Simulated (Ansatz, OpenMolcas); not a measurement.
# How methods differ on CH3ClF2Si (SMILES C[Si](F)(F)Cl)

CH3ClF2Si: 8 atoms, total charge 0, spin state singlet. SMILES: `C[Si](F)(F)Cl`. The coordinates come from a PBE0-D4/def2-TZVP relaxation.

| atom | x (Å) | y (Å) | z (Å) |
| --- | --- | --- | --- |
| C | -0.8085 | -0.2990 | 0.5122 |
| Si | 0.6906 | 0.1514 | -0.4392 |
| F | 1.9870 | -0.4723 | 0.2191 |
| F | 0.6162 | -0.4156 | -1.9142 |
| Cl | 0.9631 | 2.1585 | -0.5609 |
| H | -0.9171 | -1.3854 | 0.5498 |
| H | -0.7402 | 0.0804 | 1.5334 |
| H | -1.6988 | 0.1248 | 0.0441 |

Each level gives the energy change with the C1–H7 bond stretched from 1.092 to 1.419 Å (eV). The values are calculated.

```tsv
level	kind	program	value (eV)	less CCSD(T)/def2-SVP	CPU time (all runs)
HF/def2-SVP (restricted)	Hartree–Fock	OpenMolcas	1.13	+0.15	12 s
PBE/def2-SVP (restricted)	GGA	OpenMolcas	0.90	-0.08	38 s
M06-L/def2-SVP (restricted)	meta-GGA	OpenMolcas	1.01	+0.03	48 s
M06-2X/def2-SVP (restricted)	hybrid meta-GGA	OpenMolcas	1.01	+0.03	46 s
r2SCAN0/def2-SVP (restricted)	hybrid meta-GGA	Ansatz	1.05	+0.07	30 s
wB97M-V/def2-SVP (restricted)	range-separated hybrid	Ansatz	1.00	+0.02	2.3 min
RPA@PBE/def2-SVP (restricted)	RPA	Ansatz	0.94	-0.04	19 s
CCSD(T)/def2-SVP (restricted)	coupled cluster or CI	OpenMolcas	0.98	0.00	2.1 min
```

Differences are taken from CCSD(T)/def2-SVP (restricted) for orientation; it has basis-set and higher-order errors of its own. The first shape isn't each level's own minimum. The values span 0.90 to 1.13 eV. Times are those of the runs behind each value, whatever else they computed, on shared processors of several kinds: orders of magnitude only.

Hartree–Fock makes the C–H stretch too costly, at 1.13 eV against 0.98 eV for CCSD(T), while PBE gives the softest response at 0.90 eV. As the bond lengthens, the σ–σ* separation shrinks and left-right correlation grows. A single restricted determinant cannot keep the two bonding electrons apart and retains too much ionic character, so its energy climbs too steeply. PBE errs the other way, probably because its localised exchange hole mimics this correlation but overshoots at this stretch.

The share of exact exchange alone doesn't order the functionals: M06-L, which has none, and M06-2X, which has a large share, both give 1.01 eV. RPA also lies slightly below the coupled-cluster value, so including correlation explicitly doesn't by itself ensure a closer match than a well-balanced functional.

The bond is still far from broken, so the fair agreement of most levels here doesn't carry over to homolytic dissociation, where a restricted reference becomes qualitatively inadequate.
